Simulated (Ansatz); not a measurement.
## Ca: pressure and energy change per atom as volume scale varies

All results are calculated (Ansatz 0.2.0). Plane-wave DFT, scalar-relativistic PAW made under PBE with cores redone for the functional, no dispersion; the given relaxed cell is scaled uniformly, energy at zero smearing counts from the unscaled cell, pressure at the given Fermi-Dirac smearing is positive in compression.

The cell before it is scaled or strained (space group Fd-3m, No. 227):
```
cell vectors (Å)
   0.0000     4.3292     4.3292
   4.3292     0.0000     4.3292
   4.3292     4.3292     0.0000
atoms (fractions of the cell vectors)
Ca  0.12500  0.12500  0.12500
Ca  0.87500  0.87500  0.87500
```

Settings of every row: spin polarised no; functional r2SCAN; wave cutoff 500 eV; smearing width 0.1 eV; k mesh 7x7x7.

Atom starting moment: 0 on all atoms.

Limits: the cell comes from a prototype or a list of computed structures and needn't be the stable phase.

```
row  volume scale  V (Å³/atom)  pressure (GPa)  energy change per atom (meV)
  1          0.88       71.401            0.71                         22.61
  2          0.92       74.647            0.46                         10.42
  3          0.96       77.892            0.24                          3.07
  4          1.04       84.383               ?                             ?
  5          1.08       87.629           -0.28                           4.6
  6          1.12       90.874            -0.4                         11.31
```

Question: what pressure and energy change per atom should row 4 give?

Worked fit of pressure. Take u = (V_r/V)^(2/3) − 1 with V_r = 77.892 Å³ an atom, which is twice the finite (Eulerian) strain; such expansions in the strain, on which the Birch-Murnaghan equation of state is built, carry the rest volume and the bulk modulus. The shown rows have u = 0.05972, 0.02877, 0, -0.07552, -0.09766. Least squares give pressure = 0.238 + 7.42 × u + 8.7 × u² GPa; a straight line predicts inner rows, each left out in turn, worse (root mean square 0.023 against 0.0075 GPa). The rows lie off it by 0.00, 0.00, 0.00, -0.01, 0.00. The pressure vanishes at u = -0.0334, or V = 81.96 Å³ an atom, and there the bulk modulus at fixed shape and fractions is B = −V dP/dV = (2/3)(1 + u) dP/du = 4.41 GPa. The withheld row has u = -0.05196, so the fit gives 0.238 + 7.42 × (-0.05196) + 8.7 × (-0.05196)² = -0.12 GPa.

The calculation gave -0.13 GPa. The fit lies 0.01 GPa (0.9 % of the column's range) above it, one unit of the last digit.

Worked fit of energy change per atom. Take u = (V_r/V)^(2/3) − 1 with V_r = 77.892 Å³ an atom, which is twice the finite (Eulerian) strain; such expansions in the strain, on which the Birch-Murnaghan equation of state is built, carry the rest volume and the bulk modulus. The shown rows have u = 0.05972, 0.02877, 0, -0.07552, -0.09766. Least squares give energy change per atom = 3.057 + 173.32 × u + 2617.9 × u² meV; a straight line predicts inner rows, each left out in turn, worse (root mean square 6.9 against 0.35 meV). The rows lie off it by -0.13, 0.21, 0.01, -0.30, 0.21 (root mean square 0.2 meV). The withheld row has u = -0.05196, so the fit gives 3.057 + 173.32 × (-0.05196) + 2617.9 × (-0.05196)² = 1.12 meV.

The calculation gave 0.68 meV. The fit lies 0.44 meV (65 % of the value, 2 % of the column's range) above it; its largest miss of a shown row is 0.30 meV.
